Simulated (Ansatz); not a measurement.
**InF (SMILES [F][In]): the energy, rung by rung**

The species is InF (2 atoms), meant as a singlet with charge 0. As SMILES, `[F][In]`. The shape is that of a PBE0-D4/def2-TZVP optimisation.

```xyz
2

F     0.0000    0.0000    0.0159
In    0.0000    0.0000    2.0096
```

Each level gives the energy change with the F1–In2 bond stretched from 1.994 to 3.038 Å (eV). The values are calculated.

```csv
level,kind,program,value (eV),less FCI/STO-3G,CPU time (all runs)
HF/STO-3G (restricted),Hartree–Fock,Ansatz,5.60,+1.89,0.68 s
revPBE/STO-3G (restricted),GGA,Ansatz,4.43,+0.72,3.2 s
BHLYP/STO-3G (restricted),global hybrid,Ansatz,5.22,+1.51,2.4 s
wB97M-V/STO-3G (restricted),range-separated hybrid,Ansatz,5.33,+1.62,23 s
B2PLYP/STO-3G (restricted),double hybrid,Ansatz,4.80,+1.09,3.2 s
MP2/STO-3G (restricted),perturbation theory,Ansatz,4.73,+1.02,0.98 s
BCCD(T)/STO-3G (restricted),coupled cluster or CI,Ansatz,3.76,+0.05,1.1 s
FCI/STO-3G,exact in the basis,Ansatz,3.71,0.00,2 s
```

FCI/STO-3G is exact within its basis and frozen core, so for wave-function methods in that basis the difference is their error; functionals converge differently with the basis, so for them it is only a difference. Spin-restricted single references rise too steeply as a bond breaks, Hartree–Fock most of all. Perturbation and coupled-cluster corrections on them can overshoot downwards. All-electron rows without a relativistic Hamiltonian named are non-relativistic. The first shape isn't each level's own minimum. The values span 3.71 to 5.60 eV. All rows use very small basis sets, so even the best lies far from the true value. In the correlated wave-function rows the outer d shell of In is correlated, in sets not made for it. Times are those of the runs behind each value, whatever else they computed, on shared processors of several kinds: orders of magnitude only.

Correlation lowers the cost of stretching InF substantially: Hartree–Fock gives 5.60 eV against 3.71 eV for FCI. MP2 recovers just under half of that difference, while BCCD(T) comes within 0.05 eV. The bond is strongly polar, with the σ pair mostly on fluorine and the In 5s pair largely non-bonding. As the atoms separate, charge must flow back towards indium, and configurations that move σ electrons into the σ* orbital gain weight. One closed-shell determinant can't describe this change, and second-order theory captures it only partly.

The minimal basis probably exaggerates the effect. It has no diffuse functions for a fluoride-like ion, so the ionic configuration lies too high and neutral character sets in too early. In a flexible basis, InF should remain largely ionic at 3.038 Å, with less static correlation. The close agreement of BCCD(T) with FCI therefore supports its treatment of this small valence problem at this stretch, but doesn't establish its accuracy through to separated atoms.
